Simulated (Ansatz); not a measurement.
**Equilibrium of BrF + C2H6Si ⇌ SiH3Br + C2H3F at process temperatures**

Species: BrF (bromine fluoride), singlet; C2H6Si (vinylsilane) `C=C[SiH3]`, singlet; SiH3Br `[SiH3]Br`, singlet; C2H3F `C=CF`, singlet. The partners trade F for SiH3: Br–F and C–SiH3 bonds give way to Br–SiH3 and C–F.

The electronic reaction energy at CCSD(T)/def2-TZVPP is -262.7 kJ/mol. Shapes: PBE0-D4/def2-TZVP. Programs: Ansatz 0.2.0. Enthalpy and entropy come from rigid-rotor, harmonic-oscillator sums on unscaled PBE0-D4/def2-TZVP wavenumbers, ideal gases at 1 bar. Symmetry numbers: BrF 1, C2H6Si 1, SiH3Br 3, C2H3F 1. R = 8.3145 J/(mol K).

```
T (K)  ΔH (kJ/mol)  ΔS (J/(mol K))
  600       -262.0            -4.6
  800       -263.2            -6.3
 1000            ?               ?
```

Q: Work out ln K at 600 and 800 K, and from these estimate it at 1000 K.

A: 
1. 600 K: ΔG = -262.0 − 600 × (-4.6)/1000 = -259.2 kJ/mol; ln K = −ΔG/RT = +51.96.
2. 800 K: ΔG = -263.2 − 800 × (-6.3)/1000 = -258.2 kJ/mol; ln K = −ΔG/RT = +38.82.
3. Slope against 1000/T: (+38.82 − (+51.96))/(1.2500 − 1.6667) = +31.54, that is −ΔH/R with ΔH near -262 kJ/mol.
4. 1000 K: ln K = +51.96 + (+31.54) × (1.0000 − 1.6667) = +30.93.

The full sums give ΔH = -264.3 kJ/mol, ΔS = -7.5 J/(mol K), ΔG = -256.8 kJ/mol and ln K = +30.89 at 1000 K, so the line is off by +0.04 in ln K; without rounding the miss is +0.03, from the change of ΔH with temperature. The products are favoured over this whole range. An error of 10 kJ/mol in the energy moves ln K by 1.2 at 1000 K. Soft modes are treated as harmonic, which can err either way at these temperatures; the lowest are those of C2H6Si (143 cm⁻¹). Relativity is left out for Br. Outer-core shells of Br are correlated, in sets that cover them unevenly.

The exchange is strongly exothermic, and enthalpy sets the position of equilibrium. With two gas molecules on each side, the entropy change is small, so ΔG moves only from -259.2 to -256.8 kJ/mol between 600 and 1000 K. The fall in ln K from +51.96 to +30.89 is therefore the usual van 't Hoff behaviour of an exothermic reaction, not a loss of driving force.

The driving force probably comes mainly from replacing the weak Br–F bond, in which lone pairs repel and bromine is formally positive, with a strong, polar C–F bond. Exchanging C–Si for Si–Br should matter less, as these bonds are of broadly similar strength. In redox terms, electrophilic bromine is reduced to bromide while carbon is oxidised.

A large K for this pair does not make it the preferred outcome of mixing the reactants: silicon's high affinity for fluorine suggests that the alternative exchange to SiH3F and vinyl bromide lies lower still, and addition across the C=C bond could also compete.
